Q: I want to know two things about TiCr₂ and Ti₂Co in the C15 Laves structure: how many d electrons each metal has, and how the compound's energy compares with its elements. What can the other five crystals tell me?

Crystals of the C15 Laves type (space group Fd-3m, 16 A and 8 B sites per cubic cell), computed with Ansatz 0.2.0 using r2SCAN, scalar-relativistic PAW, a 500 eV plane-wave cutoff and 0.1 eV Gaussian smearing. Each structure was relaxed at this level, keeping its starting symmetry. The d electrons are Löwdin counts per atom.

```
formula  element on site A  Z A  element on site B  Z B  valence electrons  volume per atom (Å³)  shortest distance (Å)       spin    k mesh  k mesh of states  energy over elements (eV/atom)  largest site moment (μB)  d electrons, site A (e)  d electrons, site B (e)
  Ti2Co                 Ti   22                 Co   27                 17                 15.10                  2.520  collinear  10×10×10          15×15×15                               ?                         ?                        ?                        ?
  TiCr2                 Cr   24                 Ti   22                 16                 13.23                  2.412       none  10×10×10          15×15×15                               ?                         ?                        ?                        ?
  NbCr2                 Cr   24                 Nb   41                 17                 13.77                  2.444       none  10×10×10          15×15×15                           0.152                      0.00                     5.20                     4.23
   YMn2                 Mn   25                  Y   39                 17                 20.73                  2.802  collinear     8×8×8          12×12×12                           0.024                      3.75                     5.62                     2.34
  HfNi2                 Ni   28                 Hf   72                 24                 13.48                  2.427       none  10×10×10          15×15×15                          -0.459                      0.00                     8.83                     3.17
   YRh2                 Rh   45                  Y   39                 21                 17.57                  2.651       none     8×8×8          12×12×12                          -0.774                      0.00                     8.32                     2.12
  ZrIr2                 Ir   77                 Zr   40                 22                 16.78                  2.611       none     8×8×8          12×12×12                          -0.744                      0.00                     7.92                     3.08
```

A: For the d electrons, take the metal's group number and subtract about one. Rhodium, in group 9, has 8.32 in YRh₂; zirconium, in group 4, has 3.08 in ZrIr₂. I set the amount to subtract from the four known crystals run without spin: on average 0.85 for the early metal of each pair and 0.93 for the late one. YMn₂ stays out because it is in a strongly magnetic state, which may not even be its lowest.

Q: Why one? Most free atoms of these metals have two outer s electrons.

A: In the solid, the outer s and p orbitals of neighbouring atoms overlap strongly and form a broad band. Only its lower part is filled, and that part holds roughly one electron per atom; the others go into the d band. This is the standard picture of a transition metal, and the table roughly agrees with it. The agreement isn't a strict test. The counts come from projecting the electrons onto atomic orbitals, and for several of these metals the set has no outer p orbitals, so part of the broad band may be counted as d. Nor should the counts be read as charges.

Q: And the energy?

A: The two metals in each compound come from different groups of the periodic table, and the difference between the two group numbers, gA and gB, is what my estimate rests on. Imagine turning some atoms of a pure metal gradually into the element next door. If all sites are alike, the first-order change is the same for each altered atom and cancels against the elements. What remains grows as the square of the difference, and I take it to lower the energy, because electrons in a polar bond can settle nearer the more attractive atom:

E ≈ −k (gA − gB)²

HfNi₂, YRh₂ and ZrIr₂ give k ≈ 0.02 eV/atom. The formula typically misses even these three by 0.2 eV/atom, and their differences of 5 and 6 hardly test the square.

Q: NbCr₂ lies above its elements. Your formula can't produce that.

A: No. It also fails for YMn₂, which lies slightly above its elements, though perhaps not in its lowest state. And yet C15 NbCr₂ exists. My guess is that r2SCAN binds magnetic solid chromium too strongly, which makes chromium compounds look worse than they are. NbCr₂ was also run without spin, so a lower magnetic state may have been missed; the same goes for TiCr₂ and HfNi₂. TiCr₂ contains the same share of chromium, so I start from NbCr₂, which was not in the fit, and add only the change in the square term:

E(TiCr₂) ≈ 0.152 − 0.0196 × (2² − 1²) ≈ 0.09 eV/atom

Q: Is Ti₂Co as simple?

A: No, because its atoms sit on the wrong sites. The A atoms are the closest neighbours, and here they are the large titanium atoms, 2.52 Å apart, where rough metallic radii ask for about 3.0 Å. The small cobalt atoms have the roomy sites. The square law alone gives −0.49 eV/atom; I add a guessed 0.4 for the misfit and for the magnetism that cobalt may lose on leaving its own metal.

Q: Then commit yourself.

A: The ranges are my judgement. Chromium's d count is carried over from NbCr₂.

TiCr₂: Cr 5.20 ± 0.2 and Ti 3.15 ± 0.3 d electrons; energy +0.09 ± 0.12 eV/atom
Ti₂Co: Ti 3.15 ± 0.3 and Co 8.07 ± 0.4 d electrons; energy −0.09 ± 0.3 eV/atom

Q: Here are the computed values.

The withheld rows as computed:

```
formula  element on site A  Z A  element on site B  Z B  valence electrons  volume per atom (Å³)  shortest distance (Å)       spin    k mesh  k mesh of states  energy over elements (eV/atom)  largest site moment (μB)  d electrons, site A (e)  d electrons, site B (e)
  Ti2Co                 Ti   22                 Co   27                 17                 15.10                  2.520  collinear  10×10×10          15×15×15                           0.483                      1.76                     3.17                     7.72
  TiCr2                 Cr   24                 Ti   22                 16                 13.23                  2.412       none  10×10×10          15×15×15                           0.077                      0.00                     5.28                     2.85
```

A: All four d counts fall within their ranges, though titanium in TiCr₂, at 2.85, is right at the edge, and cobalt, at 7.72, is 0.35 below its forecast. In Ti₂Co titanium has 3.17. The same element thus shifts by 0.3 between two crystals, which a single constant can't follow. Its site and neighbours differ, but so does the treatment of spin: of the two, only Ti₂Co was run with it.

Q: And the energies?

A: TiCr₂ came out at 0.077 eV/atom, close to the forecast. The value of NbCr₂ alone would have missed by less than 0.1 eV/atom. The square term moved it the right way, but one small step hardly tests that law, so the hit mainly supports borrowing from a close relative. Whatever raises NbCr₂ seems to carry over, but this doesn't tell us whether the chromium reference is to blame.

Ti₂Co is a clear failure: +0.48 eV/atom, with even the sign wrong. The formula assumed that all sites are alike, but in C15 they differ, so a first-order part can remain. In the five known crystals the late metal holds site A; here the early one does, which could reverse the sign of that part. I had seen the squeezed titanium but probably charged far too little for it. Lost magnetism isn't to blame: each cobalt atom kept 1.76 μB, about as much as in cobalt metal. The run may not have found the lowest state, though, so the computed energy may be too high. Real Ti₂Co avoids the problem by adopting a different structure.

Q: So how should I treat the next compound?

A: Estimate the d electrons from the group number and allow a few tenths. For the energy I have no safe rule. Borrowing from a relative worked once, for TiCr₂, where the relative had the same late metal on the same sites. Sharing only the early metal may not be enough: YMn₂ and YRh₂ both have yttrium on site B and differ by 0.8 eV/atom, though YMn₂ may not be in its lowest state. The printed output below lists the fits and how far each forecast was off.

Numerical output:

```
Electrons outside d and room on the sites:
    row  group less d early  group less d late  A-A over 2 radii  B-B over 2 radii
  Ti2Co                0.83               1.28              0.84             1.187
  TiCr2                1.15               0.72            0.9277            0.9847
  NbCr2                0.77                0.8              0.94            0.9978
   YMn2                0.66               1.38             1.078            0.9533
  HfNi2                0.83               1.17             1.011            0.9289
   YRh2                0.88               0.68              1.02            0.9019
  ZrIr2                0.92               1.08            0.9325            0.9993
fit of restE on 4 rows (~has(formula, 'YMn2')): constant 0.85 +/- 0.032; rms 0.0561, worst NbCr2 0.08, leave-one-out rms 0.0748
  rows outside the fit (model, value, miss): Ti2Co 0.85, 0.83, 0.02; TiCr2 0.85, 1.15, -0.3; YMn2 0.85, 0.66, 0.19
fit of restL on 4 rows (~has(formula, 'YMn2')): constant 0.9325 +/- 0.12; rms 0.2, worst YRh2 0.253, leave-one-out rms 0.266
  rows outside the fit (model, value, miss): Ti2Co 0.9325, 1.28, -0.348; TiCr2 0.9325, 0.72, 0.213; YMn2 0.9325, 1.38, -0.448
fit of energy_over_elements on 3 rows (has(formula, 'Ni') | has(formula, 'Rh') | has(formula, 'Ir')): coefficient of dg2 -0.01958 +/- 0.0045; rms 0.208, worst ZrIr2 0.255, leave-one-out rms 0.307
  rows outside the fit (model, value, miss): Ti2Co -0.4895, 0.483, -0.972; TiCr2 -0.07832, 0.077, -0.155; NbCr2 -0.01958, 0.152, -0.172; YMn2 -0.3133, 0.024, -0.337
Forecast d electrons of Ti in both crystals (e): 3.15
Forecast d electrons of Co in Ti2Co (e): 8.068
Forecast energy over elements of TiCr2 (eV/atom): 0.09326
Forecast energy over elements of Ti2Co (eV/atom): -0.08949
Computed less forecast, d of Cr in TiCr2 (e): 0.08
Computed less forecast, d of Ti in TiCr2 (e): -0.3
Computed less forecast, d of Ti in Ti2Co (e): 0.02
Computed less forecast, d of Co in Ti2Co (e): -0.3475
Computed less forecast, energy of TiCr2 (eV/atom): -0.01626
Computed less forecast, energy of Ti2Co (eV/atom): 0.5725
```
